# The Elenbaas–Heller arc column with a linearised conductivity

**Student:** A gas is linear in nothing, yet the lecture gave the arc column a Bessel profile and a closed voltage–current law. What was assumed?

**Lecturer:** Five things.

1. The column is long, steady and axisymmetric, in a tube of radius $R$ whose cooled wall is at $T_w$. Nothing depends on $z$, and electrode regions are excluded.
2. The gas is in local thermodynamic equilibrium (LTE) at uniform pressure, so the electrical conductivity $\sigma$ and the thermal conductivity $\kappa$ depend on $T$ alone. $\kappa$ includes the heat carried as dissociation and ionisation energy.
3. The current is axial, with density $\sigma E$.
4. Joule heat leaves only by radial conduction, with no radiation and no convection.
5. The conductivity law is linearised, as we shall see.

I use cm, V/cm, A, W/cm, and $\Omega^{-1}\mathrm{cm}^{-1}$ for $\sigma$.

**Student:** If $\sigma$ changes by orders of magnitude across the tube, the field should change too.

**Lecturer:** In a steady state $\nabla\times\mathbf E=0$. Its azimuthal component is $\partial_zE_r-\partial_rE_z=0$, and $\partial_z E_r=0$ by premise 1. So $E_z=E$ is one number for the whole cross-section, and the current density follows $\sigma$. Now balance energy per unit length in a shell between $r$ and $r+dr$. With the radial heat flux $q=-\kappa\,dT/dr$, the net outflow $d(2\pi rq)$ equals the heating $\sigma E^2\,2\pi r\,dr$:

$$\frac1r\frac{d}{dr}\left(r\kappa\frac{dT}{dr}\right)+\sigma E^2=0 .\tag{1}$$

That is the Elenbaas–Heller equation without radiation.

**Student:** It has two nonlinear functions in it, and $\kappa(T)$ of air has dissociation peaks.

**Lecturer:** One function can be removed exactly. Define the heat flux potential

$$S(T)=\int_{T_w}^{T}\kappa(T')\,dT' ,$$

in W/cm, zero at the wall. The chain rule gives $dS/dr=\kappa\,dT/dr=-q$. Since $\kappa>0$, $S$ rises strictly with $T$, peaks or no peaks, so $T(S)$ exists and $\sigma$ is a function of $S$. Equation (1) becomes

$$\frac1r\frac{d}{dr}\left(r\frac{dS}{dr}\right)+\sigma(S)E^2=0,\qquad S'(0)=0,\quad S(R)=0 ,\tag{2}$$

where the prime means $d/dr$ and the axis condition says that there is no line source of heat at $r=0$. The gas now enters through one curve, $\sigma(S)$. It is nearly zero until ionisation sets in and then climbs. Premise 5, the device associated with Maecker, replaces it by two straight pieces:

$$\sigma=\begin{cases}b\,(S-S_0), & S>S_0,\\ 0, & S\le S_0.\end{cases}\tag{3}$$

The slope $b$ has units of $\Omega^{-1}\mathrm{cm}^{-1}$ per W/cm, which is $\mathrm{V^{-2}}$.

**Student:** You will now put a conducting core on the axis and a dead annulus around it. Why not rings?

**Lecturer:** Multiply (2) by $r$ and integrate from the axis:

$$r\frac{dS}{dr}=-E^2\int_0^r\sigma\,r'\,dr'\le 0 .\tag{4}$$

So $S$ never increases outwards. If $S(0)\le S_0$, then $\sigma=0$ everywhere, (4) makes $S$ constant, and the wall fixes it at zero: cold gas and no current. If $S(0)>S_0$, (4) makes $S$ fall strictly from above $S_0$ to zero, so it crosses $S_0$ at exactly one radius $r_0<R$. One core, one annulus.

**Student:** The core first, then.

**Lecturer:** Put $\psi=S-S_0$, $k=E\sqrt b$ and $x=kr$. Equation (2) with (3) reads

$$\frac{d^2\psi}{dx^2}+\frac1x\frac{d\psi}{dx}+\psi=0 ,$$

Bessel's equation of order zero, with solutions $J_0(x)$ and $Y_0(x)$. Near the axis $Y_0$ behaves as $(2/\pi)\ln x$, so $r\,dS/dr$ would stay finite there, a line source that (4) forbids. Therefore

$$S-S_0=A\,J_0\!\left(rE\sqrt b\right),\qquad A=S(0)-S_0>0 .\tag{5}$$

The core is by definition where $\psi>0$, so it ends at the first zero of $J_0$, $j_{01}=2.405$:

$$r_0=\frac{j_{01}}{E\sqrt b}.\tag{6}$$

A higher zero would include a region with $\psi<0$, where the upper line of (3) does not apply.

**Student:** I distrust (6). The radius of the core depends on neither the current nor the tube nor $S_0$.

**Lecturer:** In the core, heating and conduction are both proportional to the amplitude $A$, which cancels. What remains is a comparison of lengths. Conduction removes heat per unit volume at a rate of order $\psi/r_0^2$, Joule heating supplies $bE^2\psi$, and they balance only if $bE^2r_0^2$ is a pure number, $j_{01}^2$. The current, the tube and $S_0$ act on $r_0$ through $E$, which we have not yet found.

**Student:** But if $A$ cancels, it is arbitrary, as in any eigenvalue problem.

**Lecturer:** It would be if the whole problem were linear and homogeneous. The threshold breaks that, because the annulus must drop the fixed amount $S_0$. There $\sigma=0$, so $(rS')'=0$ and $S=C_1\ln r+C_2$. The conditions $S(r_0)=S_0$ and $S(R)=0$ give

$$S=S_0\,\frac{\ln(R/r)}{L},\qquad L\equiv\ln\frac{R}{r_0},\qquad r_0\le r\le R .\tag{7}$$

The right side of (4) is continuous in $r$ because $\sigma$ is bounded, so $dS/dr$ is continuous at $r_0$. Inside, $dJ_0/dx=-J_1$ gives $r\,dS/dr=-A\,j_{01}J_1(j_{01})$ at $r_0$. Outside, (7) gives $r\,dS/dr=-S_0/L$. Equate them:

$$A=\frac{S_0}{j_{01}J_1(j_{01})\,L}=\frac{S_0}{1.248\,L},\tag{8}$$

with $J_1(j_{01})=0.519$.

**Student:** And the current?

**Lecturer:** Integrate the current density over the core, using $d(xJ_1)/dx=xJ_0$:

$$I=2\pi E\,bA\int_0^{r_0}J_0(kr)\,r\,dr=2\pi E\,bA\,\frac{j_{01}J_1(j_{01})}{k^2}=\frac{2\pi A\,j_{01}J_1(j_{01})}{E},$$

since $k^2=bE^2$. Insert (8), and the Bessel factor cancels:

$$IE=\frac{2\pi S_0}{\ln(R/r_0)} .\tag{9}$$

**Student:** That is only energy conservation. The power per length $IE$ is conducted through the annulus, $-2\pi r\,dS/dr=2\pi S_0/L$. I needed no Bessel function for it, and it contains $r_0$, so it is not a characteristic.

**Lecturer:** Both points are right. Equation (9) holds for any gas that does not conduct below $S_0$. It is one relation among $I$, $E$ and $r_0$, and the core solution supplies the second, (6). Steenbeck's channel model, with a uniform core, lacks such a relation and closes the system with an extra minimum principle. Here nothing has to be added. Put (6) into (9):

$$I=\frac{2\pi S_0}{E\,\ln(E/E_{\min})},\qquad E_{\min}=\frac{j_{01}}{R\sqrt b},\qquad \frac{R}{r_0}=\frac{E}{E_{\min}} .\tag{10}$$

That is the characteristic. An arc needs $r_0<R$, hence $E>E_{\min}$.

**Student:** Prove that it falls everywhere.

**Lecturer:** With $L=\ln(E/E_{\min})>0$, take the logarithm of (10): $\ln I=\text{const}-\ln E-\ln L$. Since $dL=d\ln E$, we get $d\ln I=-(1+1/L)\,d\ln E$, or

$$\frac{d\ln E}{d\ln I}=-\frac{L}{1+L},\tag{11}$$

which lies between $-1$ and $0$. The field falls with current while the power $IE$ rises, with logarithmic slope $1/(1+L)$. Physically, more current means more power, which by (9) needs a thinner annulus. The core is then wider, and by (6) a wider core is sustained by a weaker field. You can also solve for $E$. Write $E=E_{\min}e^{L}$ in (10):

$$Le^{L}=a,\qquad a\equiv\frac{I_*}{I},\qquad I_*\equiv\frac{2\pi S_0}{E_{\min}},\qquad\text{so}\quad E=E_{\min}\,e^{W(a)},\tag{12}$$

where $W$ is the principal branch of the Lambert function, defined by $We^W=a$. For $I\gg I_*$, $W\approx a$ and $E\approx E_{\min}(1+I_*/I)$: the core fills the tube. For $I\ll I_*$, $L$ is large and the slope (11) tends slowly to $-1$. Since $E_{\min}\propto 1/R$ and $I_*\propto R$, the product $ER$ depends only on $I/R$. That similarity holds for (2) with any $\sigma(S)$, as you see by measuring $r$ in units of $R$.

**Student:** Real arcs turn round at high current and show a rising branch.

**Lecturer:** This model cannot. A rise comes from $\sigma$ levelling off near full single ionisation and from radiation, and (3) and premise 4 exclude both. The plateau at $E_{\min}$ belongs to the straight line continued without end. For a real gas it has no meaning, because $A$ diverges there by (8) and leaves any fitted range.

**Student:** Then give me numbers for air.

**Lecturer:** Take air at 1 atm in a water-cooled tube with $R=0.5$ cm. As approximate typical inputs, with the wall near 300 K, take $S\approx16$ W/cm and $\sigma\approx0.25\ \Omega^{-1}\mathrm{cm}^{-1}$ at 5000 K, and $S\approx29$ W/cm and $\sigma\approx1.0\ \Omega^{-1}\mathrm{cm}^{-1}$ at 6000 K. I choose $S_0=12$ W/cm and $b=0.06\ \mathrm{V^{-2}}$ so that the line passes near these points. It gives $0.24$ and $1.02$ there, by construction. Then $\sqrt b=0.245\ \mathrm{V^{-1}}$, $E_{\min}=19.6$ V/cm, $2\pi S_0=75.4$ W/cm and $I_*=3.84$ A. I carry a third figure in intermediate values only for the arithmetic.

At $I=3$ A, $a=1.28$ and $L=W(a)=0.661$, so $R/r_0=e^{L}=1.94$. Hence $E\approx38$ V/cm and $r_0\approx2.6$ mm. The power is $IE=114$ W/cm, or about $36\ \mathrm{W/cm^2}$ at the wall. From (8), $A=14.5$ W/cm, so $S(0)\approx27$ W/cm and $\sigma(0)=bA\approx0.87\ \Omega^{-1}\mathrm{cm}^{-1}$. Linear interpolation between the two input points puts the axis near $5.8\times10^3$ K. The same steps at neighbouring currents give:

| $I$ (A) | $a$ | $L$ | $E$ (V/cm) | $r_0$ (mm) | $S(0)$ (W/cm) | $d\ln E/d\ln I$ |
|---|---|---|---|---|---|---|
| 2 | 1.92 | 0.834 | 45 | 2.2 | 24 | $-0.45$ |
| 3 | 1.28 | 0.661 | 38 | 2.6 | 27 | $-0.40$ |
| 5 | 0.768 | 0.477 | 32 | 3.1 | 32 | $-0.32$ |

At 5 A the axis already lies a little above the upper input point. At 3 A, $dE/dI=-(E/I)\,L/(1+L)\approx-5.0\ \Omega$/cm. On a voltage supply, a series resistance exceeding this magnitude times the column length makes the total static slope positive, electrode falls aside.

**Student:** Your inputs are rough. How much of 38 V/cm survives?

**Lecturer:** At fixed $I$, (12) gives $dL=d\ln a\;L/(1+L)$, with $a\propto S_0\sqrt b$ and $E_{\min}\propto b^{-1/2}$. So

$$\frac{\partial\ln E}{\partial\ln S_0}=\frac{L}{1+L}=0.40,\qquad \frac{\partial\ln E}{\partial\ln b}=-\frac12+\frac{L}{2(1+L)}=-\frac{1}{2(1+L)}=-0.30 .$$

The field is forgiving. Doubling $b$ lowers it only to 31 V/cm.

**Student:** Now the premises. Air does not stop conducting at $S_0$. The annulus has more area than the core.

**Lecturer:** Estimate the leak. Suppose that below threshold $\sigma=\sigma_e\exp[(S-S_0)/\Delta]$, with approximate values $\sigma_e=0.05\ \Omega^{-1}\mathrm{cm}^{-1}$ and $\Delta=2.5$ W/cm. From (7), $S-S_0=-(S_0/L)\ln(r/r_0)$, so $\sigma=\sigma_e(r/r_0)^{-\gamma}$ with $\gamma=S_0/(L\Delta)=7.3$. Integrating $2\pi E\sigma r$ over the annulus,

$$I_{\rm leak}=\frac{2\pi E\sigma_er_0^2}{\gamma-2}\left[1-\left(\frac{r_0}{R}\right)^{\gamma-2}\right]\approx0.15\ \mathrm A ,$$

about 5 per cent of 3 A. Rounding the corner adds a comparable term just inside $r_0$. At small current $L$ grows, so $\gamma$ and $A$ shrink, the whole column approaches the corner, and (3) fails.

**Student:** Radiation, pressure, flow?

**Lecturer:** Joule heating on the axis is $\sigma(0)E^2\approx1.3\ \mathrm{kW/cm^3}$. Net radiation from air near 6000 K and 1 atm is typically no more than about $10\ \mathrm{W/cm^3}$, which is 0.8 per cent of that. For the magnetic pinch, spread the current uniformly over the core. Then $j=I/\pi r_0^2$, $B=\mu_0Ir/2\pi r_0^2$, and $\int_0^{r_0}jB\,dr=\mu_0I^2/4\pi^2r_0^2\approx0.04$ Pa in SI units, nothing against 1 atm. Purely axial flow drops out of the energy balance once $\partial T/\partial z=0$. To get there the gas must first be heated, over a length of order $\dot m\,\Delta h/(IE)$. For an assumed flow $\dot m=0.01$ g/s and a typical enthalpy rise $\Delta h\approx10$ kJ/g this is $0.9$ cm, so the column must be several centimetres long. A horizontal or free-burning arc is different. Buoyancy then carries heat across the column, and the model has no wall radius to use.

**Student:** You saved LTE for last. At 3 A I doubt that electrons and gas share a temperature.

**Lecturer:** It is the weakest premise. Each electron gains $e^2E^2/(m_e\nu)$ per second from the field, $\nu$ being the momentum-transfer frequency. It loses $\delta\,\nu\,\tfrac32k_B(T_e-T)$, where $\delta$ is the mean fraction of the excess energy lost per collision. Thus

$$T_e-T=\frac{2e^2E^2}{3k_Bm_e\nu^2\delta}.$$

At 5800 K and 1 atm the heavy-particle density is $N=p/k_BT=1.3\times10^{18}\ \mathrm{cm^{-3}}$, so $E/N=3.0$ Td, with $1\ \mathrm{Td}=10^{-17}\ \mathrm{V\,cm^2}$. The mean electron speed $\sqrt{8k_BT/\pi m_e}$ is $4.7\times10^{7}$ cm/s. A typical cross-section of $10^{-15}\ \mathrm{cm^2}$ gives $\nu=6.0\times10^{10}\ \mathrm{s^{-1}}$ and $T_e-T=5.5\ \mathrm{K}/\delta$. Elastic collisions with $\mathrm{N_2}$ have $\delta=2m_e/M=3.9\times10^{-5}$, and the formula would return $1.4\times10^5$ K. That lies far outside its own assumptions and tells us that elastic losses cannot hold LTE here. Vibrational excitation of $\mathrm{N_2}$ does the work. With an assumed effective $\delta$ of order $10^{-2}$, the gap is about $5.5\times10^2$ K.

**Student:** That is not negligible. Your own inputs have $\sigma$ rising fourfold in 1000 K.

**Lecturer:** If ionisation followed $T_e$, that gap would multiply $\sigma$ by about $4^{0.55}=2.1$. This is like doubling $b$, which took $E$ from 38 to 31 V/cm. For this $\delta$ the real shift should be smaller, because air in this range ionises mainly by $\mathrm{N+O\to NO^++e^-}$, whose forward rate follows the gas temperature. But $\delta$ is uncertain by a factor of several and the gap scales as $E^2/\delta$. So the second figure of $E$ is not secure, and the premise worsens as the current falls and the field rises.

**Student:** State the range, then.

**Lecturer:** Equations (5) to (12) are exact for premises 1 to 5. They describe a real arc when the column is wall-stabilised and long compared with $R$ and with the heating length, when LTE holds, when radiation is small against $\sigma E^2$, and when $S(0)=S_0+A$ stays within the stretch where the line was fitted while $A$ is well above the rounding scale $\Delta$. For air at 1 atm with these inputs, that means axis temperatures of roughly 5000 to 6000 K, and in this tube currents of a few amperes. Towards an ampere and below, the corner of $\sigma(S)$ and non-equilibrium take over. At tens of amperes the axis moves past the nitrogen dissociation peak of $\kappa$, near 7000 K, where $\sigma(S)$ steepens and $b$ and $S_0$ must be refitted. Within the range, the model's column at 3 A in a tube of 1 cm bore has a core about 2.6 mm in radius, a field of about 38 V/cm and a characteristic falling locally as $I^{-0.40}$. These are the model's numbers, from inputs chosen to follow the typical transport properties of air, and they illustrate the result without testing it.